**Predicting the tail of the Ge 3d wave from its level and the radial equation**

The table holds u = r R(r) of the Ge 3d shell, all-electron and pseudo, from ONCVPSP 4.0.1 (PBE, scalar-relativistic), with the last three radii withheld from all fits. The program tests the tail against u″/u = κ² + 6/r² − 2Z(r)/r with Z = c + A exp(−br), against two unfitted extrapolations (pure exp(−κr) and the last decay rate frozen) and against the unit norm. The unfitted lines bracket the withheld values within 1 %, while the main fit with c = 0 is low by 0.7 to 2.5 %, at the edge of its error bar, and the c = 1 versions come closer. Inside the d radius 0.113 of each electron is moved outward at equal norm. The match outside the radius is built in and does not reveal the two bound ghosts of this potential.

Calculated values. ONCVPSP 4.0.1, scalar-relativistic PBE: the 3d shell of a spherical Ge atom, all-electron and with an optimised norm-conserving Vanderbilt pseudopotential (core [Ar], reference valence configuration 3d10 4s2 4p2, d radius 1.05 bohr). The waves are u = r R(r), with signs chosen alike outside the d radius.

## Analysis program

```python
# Table: u = r R(r) of the Ge 3d shell, all-electron and pseudo (ONCVPSP 4.0.1, PBE, scalar-relativistic).
# Tested: tail from u''/u = kappa^2 + 6/r^2 - 2 Zeff(r)/r, two parameter-free rivals, and the norm.
T = {
    'radius': [0.16, 0.32, 0.48, 0.64, 0.8, 0.96, 1.12, 1.28, 1.44, 1.6, 1.76, 1.92, 2.08],  # bohr
    'all_electron_wave': [0.4052, 0.9626, 1.15, 1.093, 0.9475, 0.7865, 0.639, 0.5131, 0.4094, 0.3256, 0.2584, 0.2048, 0.1622],  # bohr^(-1/2)
    'pseudo_wave': [0.1078, 0.6089, 1.173, 1.29, 1.038, 0.7897, 0.6389, 0.513, 0.4094, 0.3255, 0.2584, 0.2048, 0.1621],  # bohr^(-1/2)
}
HELD = [10, 11, 12]  # rows withheld from the fit
import numpy as np
from scipy.constants import physical_constants as pc
from scipy.integrate import solve_ivp
from scipy.optimize import least_squares
r = np.array(T['radius'], float); ae = np.array(T['all_electron_wave'], float); ps = np.array(T['pseudo_wave'], float)
H = sorted(HELD); K = [i for i in range(len(r)) if i not in H]
rk, ak, pk = r[K], ae[K], ps[K]; h = rk[1] - rk[0]; fl = 5e-5
E, rc = -29.311, 1.05  # eV and bohr: level and d radius from the same run
kap = np.sqrt(-2 * E / pc['Hartree energy in eV'][0])
print(f"kappa {kap:.4f} /bohr; rounding floor {fl} for u<1, 5e-4 for u>1 (bohr^-1/2)")
print("known r:", rk)
print("pseudo - AE:", np.round(pk - ak, 4))
print("pseudo/AE:", np.round(pk / ak, 3))
print(f"exponent from first two rows: AE {np.log2(ak[1]/ak[0]):.2f}, pseudo {np.log2(pk[1]/pk[0]):.2f} (limit 3)")
ins = rk < rc
print(f"h*sum u^2 inside rc: AE {h*np.sum(ak[ins]**2):.4f}, pseudo {h*np.sum(pk[ins]**2):.4f}")
d2 = h * (pk**2 - ak**2)[ins]
print(f"charge moved (per electron): removed {d2[d2<0].sum():.4f}, added {d2[d2>0].sum():.4f}")
for n, u in (("AE", ak), ("pseudo", pk)):
    t = 1 / h - np.sum(u**2); x = t / (t + u[-1]**2)
    x2 = (t + 0.002) / (t + 0.002 + u[-1]**2)  # about the rounding of the sum
    print(f"{n}: norm left beyond last known row {h*t:.4f}, mean rate {-np.log(x)/(2*h):.3f} +- {np.log(x2/x)/(2*h):.3f} /bohr (rounding only)")
s = -np.diff(np.log(ak)) / h
print("AE decay rate /bohr, midpoints", np.round((rk[1:] + rk[:-1])[4:] / 2, 2), np.round(s[4:], 3))
print(f"rate rounding at last step +-{2*fl/ak[-1]/h:.4f}; last rate/kappa {s[-1]/kap:.3f}")
for i in range(5, len(rk) - 1):
    q = (ak[i-1] - 2 * ak[i] + ak[i+1]) / h**2 / ak[i]
    print(f"r {rk[i]:.2f}: u''/u {q:.3f}+-{4*fl/h**2/ak[i]:.3f}, kappa^2 {kap**2:.3f}, 6/r^2 {6/rk[i]**2:.3f}, Zeff {(kap**2+6/rk[i]**2-q)*rk[i]/2:.2f}")
def shape(p, c):
    f = lambda x, y: [y[1], (kap**2 + 6 / x**2 - 2 * (c + p[0] * np.exp(-p[1] * x)) / x) * y[0]]
    sol = solve_ivp(f, (8, 0.7), [1e-4, -kap * 1e-4], method='DOP853', rtol=1e-9, atol=1e-13, dense_output=True).sol
    return lambda x: sol(x)[0]
def fit(c, lo, hi=9):
    m = (rk > lo) & (rk < hi)
    def res(p):
        g = shape(p, c)(rk[m]); return (g * (g @ ak[m]) / (g @ g) - ak[m]) * 1e4
    p = least_squares(res, [9, 1.0] if c == 0 else [13.6, 1.65], bounds=([1, .1], [60, 4]), diff_step=1e-4).x
    sh = shape(p, c); g = sh(rk[m]); a = (g @ ak[m]) / (g @ g)
    return p, res(p), (lambda x: a * sh(x))
P = {}
for c in (0, 1):
    for lo in (0.7, 0.9, 1.05):
        p, e, f = fit(c, lo); P[c, lo] = f(r[H])
        print(f"c={c} r>{lo}: A {p[0]:.2f} b {p[1]:.3f} /bohr, resid/1e-4 {np.round(e,1)}, pred {np.round(P[c,lo],4)}")
    f = fit(c, 0.7, 1.3)[2]
    print(f"back-test c={c}, fit 0.80-1.28: model - AE at last two known rows {np.round(f(rk[-2:])-ak[-2:],4)}")
cen = P[0, 0.9]; bar = np.max([abs(v - cen) for v in P.values()], axis=0) + fl
lo_, hi_ = ak[-1] * np.exp(-kap * (r[H] - rk[-1])), ak[-1] * np.exp(-s[-1] * (r[H] - rk[-1]))
print("main model c=0, r>0.9 (rows inside left out: one exponential for Zeff is a tail form)")
for j, i in enumerate(H):
    m = cen[j] - ae[i]
    print(f"r {r[i]:.2f}: pred {cen[j]:.4f}+-{bar[j]:.4f}; AE {ae[i]:.4f} pseudo {ps[i]:.4f}; miss {m:+.4f} ({100*m/ae[i]:+.2f}%, {m/bar[j]:+.1f} bars)")
    print(f"   pure kappa {lo_[j]:.4f} miss {lo_[j]-ae[i]:+.4f} ({100*(lo_[j]/ae[i]-1):+.2f}%); frozen rate {hi_[j]:.4f} miss {hi_[j]-ae[i]:+.4f} ({100*(hi_[j]/ae[i]-1):+.2f}%)")
    pv = cen[j-1] if j else ak[-1]
    print(f"   step factor {ae[i]/ae[i-1]:.4f}, rate {np.log(ae[i-1]/ae[i])/h:.3f}+-{2*fl/ae[i]/h:.3f} (model {np.log(pv/cen[j])/h:.3f}), pseudo-AE {ps[i]-ae[i]:+.4f}")
assert np.all(abs(pk - ak)[~ins] < 1.5e-4)
assert np.all(np.diff(s[4:]) > 0) and s[-1] < kap
assert abs(d2.sum()) < 2e-3 and np.all(ak > 0) and np.all(pk > 0)
assert rk[np.argmax(pk)] > rk[np.argmax(ak)]
```

Output:

```
kappa 1.4678 /bohr; rounding floor 5e-05 for u<1, 5e-4 for u>1 (bohr^-1/2)
known r: [0.16 0.32 0.48 0.64 0.8  0.96 1.12 1.28 1.44 1.6 ]
pseudo - AE: [-2.974e-01 -3.537e-01  2.300e-02  1.970e-01  9.050e-02  3.200e-03
 -1.000e-04 -1.000e-04  0.000e+00 -1.000e-04]
pseudo/AE: [0.266 0.633 1.02  1.18  1.096 1.004 1.    1.    1.    1.   ]
exponent from first two rows: AE 1.25, pseudo 2.50 (limit 3)
h*sum u^2 inside rc: AE 0.8199, pseudo 0.8198
charge moved (per electron): removed -0.1133, added 0.1132
AE: norm left beyond last known row 0.0289, mean rate 1.444 +- 0.013 /bohr (rounding only)
pseudo: norm left beyond last known row 0.0291, mean rate 1.436 +- 0.013 /bohr (rounding only)
AE decay rate /bohr, midpoints [0.88 1.04 1.2  1.36 1.52] [1.164 1.298 1.371 1.411 1.431]
rate rounding at last step +-0.0019; last rate/kappa 0.975
r 0.96: u''/u 0.670+-0.010, kappa^2 2.154, 6/r^2 6.510, Zeff 3.84
r 1.12: u''/u 1.320+-0.012, kappa^2 2.154, 6/r^2 4.783, Zeff 3.15
r 1.28: u''/u 1.690+-0.015, kappa^2 2.154, 6/r^2 3.662, Zeff 2.64
r 1.44: u''/u 1.899+-0.019, kappa^2 2.154, 6/r^2 2.894, Zeff 2.27
c=0 r>0.7: A 9.49 b 0.974 /bohr, resid/1e-4 [  5.5 -16.9   6.1  14.7   4.5 -16. ], pred [0.2547 0.1995 0.1557]
c=0 r>0.9: A 8.16 b 0.868 /bohr, resid/1e-4 [ 1.6 -5.8  4.1  4.7 -5. ], pred [0.2566 0.2018 0.1582]
c=0 r>1.05: A 7.07 b 0.776 /bohr, resid/1e-4 [ 0.3 -1.4  2.  -1. ], pred [0.2576 0.2032 0.1599]
back-test c=0, fit 0.80-1.28: model - AE at last two known rows [-0.0027 -0.0056]
c=1 r>0.7: A 13.29 b 1.627 /bohr, resid/1e-4 [ 1.3 -4.5  2.3  4.   0.7 -4.5], pred [0.2576 0.204  0.1614]
c=1 r>0.9: A 12.32 b 1.572 /bohr, resid/1e-4 [ 0.4 -1.4  1.2  1.1 -1.4], pred [0.2581 0.2045 0.162 ]
c=1 r>1.05: A 11.46 b 1.524 /bohr, resid/1e-4 [ 0.1 -0.3  0.5 -0.3], pred [0.2584 0.2048 0.1624]
back-test c=1, fit 0.80-1.28: model - AE at last two known rows [-0.0007 -0.0014]
main model c=0, r>0.9 (rows inside left out: one exponential for Zeff is a tail form)
r 1.76: pred 0.2566+-0.0019; AE 0.2584 pseudo 0.2584; miss -0.0018 (-0.69%, -0.9 bars)
   pure kappa 0.2575 miss -0.0009 (-0.37%); frozen rate 0.2590 miss +0.0006 (+0.21%)
   step factor 0.7936, rate 1.445+-0.002 (model 1.488), pseudo-AE +0.0000
r 1.92: pred 0.2018+-0.0031; AE 0.2048 pseudo 0.2048; miss -0.0030 (-1.47%, -1.0 bars)
   pure kappa 0.2036 miss -0.0012 (-0.60%); frozen rate 0.2059 miss +0.0011 (+0.56%)
   step factor 0.7926, rate 1.453+-0.003 (model 1.502), pseudo-AE +0.0000
r 2.08: pred 0.1582+-0.0042; AE 0.1622 pseudo 0.1621; miss -0.0040 (-2.45%, -1.0 bars)
   pure kappa 0.1610 miss -0.0012 (-0.77%); frozen rate 0.1638 miss +0.0016 (+0.98%)
   step factor 0.7920, rate 1.458+-0.004 (model 1.520), pseudo-AE -0.0001
```
